The molecule As₁₈H₁₂ is held together by As–As single bonds. Its absorption was computed with time-dependent density functional theory (B3LYP) for one gas-phase geometry. The molar absorptivity states how strongly light is absorbed per unit of concentration and path length.

Gas-phase absorption spectrum of As₁₈H₁₂, computed with PySCF 2.14.0 using full TDDFT at the B3LYP/def2-SVP level on a GFN2-xTB geometry. The response covers eight singlets, with core orbitals frozen and virtual orbitals cut off at 1.5 Eh. Each transition is a Gaussian of 0.25 eV half-width at 1/e height, with its area set by the oscillator strength.

```csv
photon energy (eV),molar absorptivity (L/(mol cm))
2.400,0.0
2.500,0.0
2.600,10.0
2.700,20.0
2.800,70.0
2.900,160.0
3.000,310.0
3.100,590.0
3.200,1200.0
3.300,2330.0
3.400,3680.0
3.500,4480.0
```

**1. Where does the molecule absorb more, at 3.0 or at 3.5 eV?**

It absorbs more at 3.5 eV, by a factor of about 14. From 2.5 eV upwards every step in photon energy raises the absorptivity. The gain per step is often close to a doubling and becomes much smaller only at the upper end.

**2. Is this rise the flank of a single band?**

No. In this spectrum each electronic transition is drawn as a Gaussian. On the flank of one Gaussian, the factor gained per 0.1 eV step must shrink steadily towards the peak. Here it grows again, from 1.90 between 3.0 and 3.1 eV to 2.03 in the next step, which is more than rounding can produce. A second, stronger band therefore takes over near 3.1 eV.

**3. Which transitions are these?**

The same calculation gives each transition an oscillator strength f, which fixes the area of its band, and a transition dipole μ. In atomic units f = ⅔Eμ², so the two together yield the excitation energy E. The second excited singlet lies at 3.08 eV and is weak. The fourth lies at 3.49 eV and is about thirteen times stronger; it lifts an electron mainly from the highest occupied orbital to the second-lowest empty one.

The row at 3.2 eV shows how they combine. The fourth singlet has a peak height of 3498 L/(mol cm), and 3.2 eV lies 0.288 eV below its centre. With a half-width of 0.25 eV, measured where the band has fallen to 1/e of its height, it contributes

3498 × exp[−(0.288/0.25)²] ≈ 930 L/(mol cm).

The second singlet adds about 210 and the seventh, at 3.63 eV, about 60. The sum is 1200, as in the table.

No constant was adjusted to this row or any other, and these three bands reproduce the whole table to within 10 L/(mol cm). The states come from the run that produced the curve, so the agreement confirms how the curve is composed, not that a real sample would follow it. The analysis printed below gives the share of each band.

**4. Does absorption really begin at 2.6 eV?**

No bright state lies there. The small values up to 2.8 eV are the tail of the second singlet, whose centre is at 3.08 eV. The width of that tail is a setting: with half the width, the three-band sum at 2.8 eV would drop from about 75 to 3 L/(mol cm). At 3.5 eV it would rise instead, from about 4470 to 7740, because the same area is squeezed into a narrower band. The transition energies and strengths belong to the computed molecule, whereas the apparent onset depends on the broadening as well.

**5. Is the second singlet, then, the lowest excited one?**

There is one below it, but its oscillator strength is zero. The nearly vanishing dipole moment and the pairwise equal atomic charges point to a centre of inversion. In a rigid molecule with such a centre, ordinary absorption can move an electron only between orbitals of opposite parity, that is, from one that keeps its sign on inversion to one that changes it, or the reverse. The lowest singlet joins the highest occupied and the lowest empty orbital; it has to be dark if these two have equal parity. The fifth singlet offers a test. It joins the second-highest occupied and the second-lowest empty orbital. The bright second and fourth singlets show that each of these has the opposite parity to the first pair, so the two match each other, and the fifth singlet is indeed dark. A low absorptivity is thus no proof that excited states are absent.

**6. What would change if one arsenic atom were replaced by another element?**

The arsenic atoms form pairs related by the centre of inversion, so replacing a single one destroys that symmetry. The strict ban on the lowest singlet is then lifted, and this state can add some absorption of its own. Its strength depends on how unevenly the new atom distorts the orbitals. Replacing both members of a pair in the same way can preserve the centre, and with it the parity rule. Even then the lowest singlet need not stay dark: the two highest occupied orbitals have opposite parity and lie only 0.05 eV apart, so the new atoms could swap their order.

**7. Does the flattening near 3.5 eV mark the band maximum?**

The three bands alone would indeed turn down, to about 4140 L/(mol cm) at 3.6 eV. But only eight singlets were computed, and higher ones could add intensity just there. The high end of the table is therefore a lower estimate for this level of theory, and the position of a true maximum remains open.

**8. Which digits can be trusted?**

The values are rounded to tens, so the 10 at 2.6 eV may stand for anything from 5 to 15, while rounding hardly matters at 3.5 eV. The physical uncertainty is far larger: the geometry comes from a tight-binding method, the basis set is small and spin–orbit coupling is left out, all of which add to the error of the functional. Excitation energies from such calculations are commonly off by a few tenths of an eV (a rule of thumb, not a result of this run), and between 3.1 and 3.2 eV a shift of only 0.1 eV doubles the absorptivity. An error of 0.3 eV matters far more: from 2.9 to 3.2 eV the absorptivity rises 7.5-fold. At a fixed photon energy on this flank, the table therefore does not secure even the order of magnitude.

The analysis program printed:

```
energy of second singlet, eV: 3.083
its uncertainty from the rounded dipole, eV: 0.01334
energy of fourth singlet, eV: 3.488
energy of seventh singlet, eV: 3.635
peak heights of second, fourth, seventh singlet, L/(mol cm): 261.1, 3498, 1296
bands in L/(mol cm):
  row  second     fourth    seventh     sum  sum less table  sum at half width
  2.4  0.1509  2.079e-05  3.273e-08  0.1509          0.1509          5.827e-11
  2.5   1.143   0.000576  1.451e-06   1.143           1.143          1.915e-07
  2.6   6.282    0.01159  4.673e-05   6.294          -3.706          0.0001751
  2.7   25.08     0.1693   0.001092   25.25           5.253            0.04449
  2.8   72.72      1.796    0.01855   74.54           4.535              3.143
  2.9   153.1      13.84     0.2286   167.2           7.164              61.75
  3.0     234      77.41      2.047   313.5           3.501              337.3
  3.1   259.8      314.4       13.3   587.6          -2.448              512.6
  3.2   209.4      927.5      62.79    1200            -0.3              250.9
  3.3   122.6       1987      215.2    2324          -5.632              755.3
  3.4   52.11       3090      535.7    3678          -2.453               4337
  3.5   16.08       3490      968.1    4474           -6.17               7739
largest miss of the sum, L/(mol cm): 7.164
table ratios 3.0/2.9, 3.1/3.0, 3.2/3.1, 3.3/3.2 eV: 1.938, 1.903, 2.034, 1.942
factor by which each ratio of one Gaussian falls per 0.1 eV step: 0.7261
share of fourth singlet at 3.2 and 3.5 eV, percent: 77.31, 78
share of seventh singlet at 3.5 eV, percent: 21.64
sum of the three bands at 3.6 eV, L/(mol cm): 4136
orbital differences HOMO to LUMO, HOMO-1 to LUMO, HOMO to LUMO+1, eV: 3.632, 3.684, 4.105
second and fourth singlet below their orbital differences, eV: 0.6012, 0.6173
```
